In this slab of nickel, an atom contributes on average about 0.4 electron states to the quarter of an electronvolt just below the Fermi level. The slab has seven atomic planes with one atom each in the repeated cell, so an even split would give every plane a share of one seventh, about 0.14. The calculated shares depart from that, and the departures carry information about where each plane lies. The candidates are the planes 1 to 7, counted from the bottom face to the top face.

Ansatz 0.2.0, scalar-relativistic PBE with plane waves, PAW and collinear spins, for a seven-plane Ni(100) slab; cutoff 420 eV, 20 × 20 × 1 k mesh, Gaussian smearing 0.1 eV. The plane share is the fraction of the states from 0.25 eV below the Fermi level up to the Fermi level, with every state counted in full. Candidates: 1, 4, 2, 7, 3, 5, 6.

| row | plane share |
| --- | --- |
| A | 0.183 |
| B | 0.121 |
| C | 0.122 |
| D | 0.117 |
| E | 0.118 |
| F | 0.144 |
| G | 0.195 |

Two values stand apart at once: G with 0.195 and A with 0.183. What distinguishes a plane at a face is its missing neighbours. An atom inside nickel touches twelve others, and an atom at this square surface only eight. Electrons in the d orbitals spread into a band by hopping between neighbours, so fewer neighbours make a narrower band. The same number of d states is then packed into a smaller range of energy.

The size of the effect can be estimated. The square of the band width $W$ is proportional to the sum of the squared hopping strengths to all neighbours. For equal bonds $W$ therefore grows as $\sqrt{z}$, where $z$ is the number of neighbours, and the average density of states $n$ goes as $1/W$:

$$\frac{n_\text{face}}{n_\text{inside}}\approx\sqrt{\frac{12}{8}}\approx 1.2 .$$

A face plane should thus hold about a fifth more than an inner one. G and A hold about half as much again as the average of the other five, so the estimate has the right direction but gives less than half of the excess. It describes a band averaged over its whole width, whereas the window samples only a thin slice. In ferromagnetic nickel this slice is expected to hold mainly minority-spin d states near the top of their band, where the density of states can have peaks of its own. For the assignment the direction is enough: G and A are the two faces, and this is the surest step.

The next value, F with 0.144, sets a trap. If the excess at the faces faded gradually into the slab, F would seem to belong just beneath one of them. But the slab is nearly its own mirror image, so a plane beneath one face should have a partner of similar share beneath the other, and F has none. Seven planes form three mirror pairs and one single plane, the middle one. Leaving F single gives clearly closer pairs than any other choice, so F is very probably plane 4.

Which face is the top? The mirror symmetry is slightly broken, because the three lowest planes were held at their bulk positions while the upper four could relax. The top plane moved inward, and its distance to the plane below is 1.68 Å, against 1.77 Å at the bottom face. This shortens four of the top atom's eight bonds from 2.50 to 2.44 Å. Hopping between d orbitals falls roughly as the fifth power of distance, so its square falls as the tenth:

$$\frac{n_\text{top}}{n_\text{bottom}}\approx\left[\frac{4+4\,(2.50/2.44)^{10}}{8}\right]^{-1/2}\approx 0.94 .$$

The shorter bonds broaden the band and should lower the top plane's share by about 6 %. A lies below G by just that much, which suggests A for the top and G for the bottom. This is a hint rather than a firm assignment. The gap is a mere 0.012, less than the part of the surface excess that the estimate misses, and its stability on a finer mesh wasn't checked. Nor is the order of the two faces the same in every energy window of this run.

The four remaining planes, B, C, D and E, lie between 0.117 and 0.122. Their values suggest the pairs B with C and D with E, but the two faces already differ by more than these four do among themselves. The band-width estimate would place the smallest value, D, just under the contracted top plane. Its typical error over the slab, about 0.02, is several times the whole spread of the four, so that hint has no weight. Their order remains open.

The rows with their labels:

| row | plane share | plane formula |
| --- | --- | --- |
| 1 | 0.195 | Ni |
| 2 | 0.122 | Ni |
| 3 | 0.118 | Ni |
| 4 | 0.144 | Ni |
| 5 | 0.117 | Ni |
| 6 | 0.121 | Ni |
| 7 | 0.183 | Ni |

The faces, the middle plane and the choice of top and bottom come out as argued. The suggested pairs also hold: B and C are planes 6 and 2, each next to a face, while D and E are planes 5 and 3. The hint that would have put D under the top plane was wrong.

Plane 6 also provides a test of the argument from bond lengths. It shares the four shortened bonds with the top plane, so its band should broaden too, and the estimate puts its share 4.5 % below that of plane 2. The calculated difference is only about 1 %. The other energy windows of the same run give a further test. The bottom face holds more than the top in seven of the eight windows, this one included, as the contraction would suggest. Between 0.25 and 0.5 eV above the Fermi level the order reverses, with about 0.15 at the bottom and 0.17 at the top. The band-width estimate is the same for every window, so it can't account for that reversal. The contraction therefore remains a plausible reason for the smaller share at the top in this window, but the close agreement there doesn't establish it.

Plane 4 needs a different explanation, since its atom has twelve neighbours like those beside it. Electrons confined between two faces form standing waves. In the simplest picture, a chain of seven planes with one orbital each, wave number $m$ puts the weight $\tfrac14\sin^2(m\pi j/8)$ on plane $j$. In the middle, where $j=4$, this is one quarter for odd $m$ and zero for even $m$. All seven waves together treat the planes equally, but a narrow window that catches more of one kind than of the other can load or empty the middle plane.

That can make the middle of a thin slab a poor stand-in for bulk nickel, even though it is the plane farthest from both surfaces. Whether standing waves really cause the high value here is untested, because it would take slabs of other thicknesses to see the feature move or fade. The density functional used adds a caution for all planes: it tends to make the d band of nickel too wide and its magnetic splitting too large, which can change the states that fall inside so narrow a window. The states counted are also Kohn-Sham levels, whose energies aren't exactly those at which electrons leave the metal.

The clearest pattern in this slab is how abruptly the surface excess ends. The two outer planes contain two sevenths of the atoms but 38 % of the states in the window, while the planes directly beneath them hold hardly more than planes 3 and 5. A change in each atom's immediate surroundings is expected to act just as locally, but the band-width estimate accounts for less than half of the excess. Surface states could supply part of the rest, though shares summed over many states can't identify them. The printed analysis that follows compares the band-width estimate, made from the slab's own spacings without adjusted constants, with all seven planes.

The analysis program printed:

```
Shares by plane from the bottom up:
  row  share  states per cell  share from band width  moment in muB
    1  0.195           0.5528                 0.1679          0.775
    2  0.122           0.3459                  0.137          0.706
    3  0.118           0.3345                  0.136          0.697
    4  0.144           0.4082                 0.1351          0.667
    5  0.117           0.3317                 0.1358           0.69
    6  0.121            0.343                 0.1308          0.705
    7  0.183           0.5188                 0.1573          0.767
equal split over seven planes: 0.1429
share of both outer planes together: 0.378
outer over inner mean share in the table: 1.519
outer over inner mean share from band width: 1.205
rms miss of the band-width shares: 0.01881
rms miss of an equal split: 0.03054
mean moment of outer planes in muB: 0.771
mean moment of inner planes in muB: 0.693
summed differences within pairs when 0.144 is left single: 0.014
the same for the next best choice of the single one: 0.035
centre share less mean of its two neighbours: 0.0265
top face against bottom face in the table in percent: -6.154
top face against bottom face from band width in percent: -6.316
plane under the top against its partner in the table in percent: -0.8197
plane under the top against its partner from band width in percent: -4.508
contraction of the top spacing against the bottom one in percent: -4.921
scatter of standing-wave weight at the centre over that at an outer plane: 1.549
scatter at the centre over that at the plane beside it: 1.549
possible orders of the four small shares: 24
```
